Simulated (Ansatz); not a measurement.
## Redistribution: C2H6Si + SiH3(CH3) → C2H8Si2 + CH4

Species: C2H6Si (vinylsilane) `C=C[SiH3]`, singlet; SiH3(CH3) (methylsilane), singlet; C2H8Si2 `[SiH3]/C=C/[SiH3]`, singlet; CH4 (methane) `C`, singlet. The partners trade H for SiH3; both sit on C, so the bond types are kept.

Shapes, held fixed at every level: PBE0-D4/def2-TZVP. Programs: Ansatz 0.2.0. The zero-point and thermal change to 298 K, harmonic and unscaled (PBE0-D4/def2-TZVP), is 0.0 kJ/mol.

Problem. Estimate ΔH(298 K) of this reaction.

Solution. The highest level, CCSD(T)/CBS estimate, gives ΔH(298 K) = -6.5 kJ/mol; the levels span -7.2 to -3.3. The column of differences is taken from that level and isn't an error. No measured value is set beside it here. The CBS estimate extrapolates MP2 from def2-TZVPP and def2-QZVPP and adds CCSD(T) − MP2 in the triple-zeta set, cores frozen. Times are processor times on shared x86 and Arm servers, and rough.

| level | kind | ΔH(298 K) (kJ/mol) | less CCSD(T)/CBS estimate | CPU time (sum over the molecules) |
| --- | --- | --- | --- | --- |
| HF/def2-SVP | Hartree–Fock | -3.3 | +3.2 | – |
| r2SCAN-D4/def2-TZVPP | meta-GGA | -7.0 | -0.5 | 23 s |
| BHLYP-D4/def2-TZVPP | global hybrid | -7.2 | -0.7 | 15 s |
| PBE0-D4/def2-TZVPP | global hybrid | -6.6 | -0.1 | 15 s |
| r2SCAN0-D4/def2-TZVPP | global hybrid | -5.6 | +0.9 | 23 s |
| wB97X-V/def2-TZVPP | range-separated hybrid | -4.6 | +1.9 | 39 s |
| CCSD/def2-SVP | coupled cluster or CI | -6.5 | 0.0 | – |
| CCSD(T)/CBS estimate | coupled cluster or CI | -6.5 | 0.0 | 5.8 min |

Every level makes the exchange mildly exothermic, so silyl prefers the vinylic carbon of vinylsilane to a methyl carbon, even with a silyl group already at the other end of the double bond. An sp2 carbon has more s character and is effectively more electronegative, which strengthens its polar bond to electropositive silicon. Donation from the π bond into silyl σ* orbitals probably helps too. Hydrogen also binds more strongly to sp2 carbon, so the small enthalpy reflects only silicon's extra gain. The trans arrangement keeps the two silyl groups apart and limits any steric penalty.

In the same small basis, going from Hartree–Fock to CCSD shifts the value from -3.3 to -6.5 kJ/mol, so correlation favours the products appreciably even though bond types are conserved. CCSD's match with the highest level may partly reflect cancelling basis-set and triples effects. The density functionals don't follow their share of exact exchange: adding it to r2SCAN weakens the exothermicity, yet BHLYP gives the most negative value. The result doesn't show whether the cis product would be favoured equally.
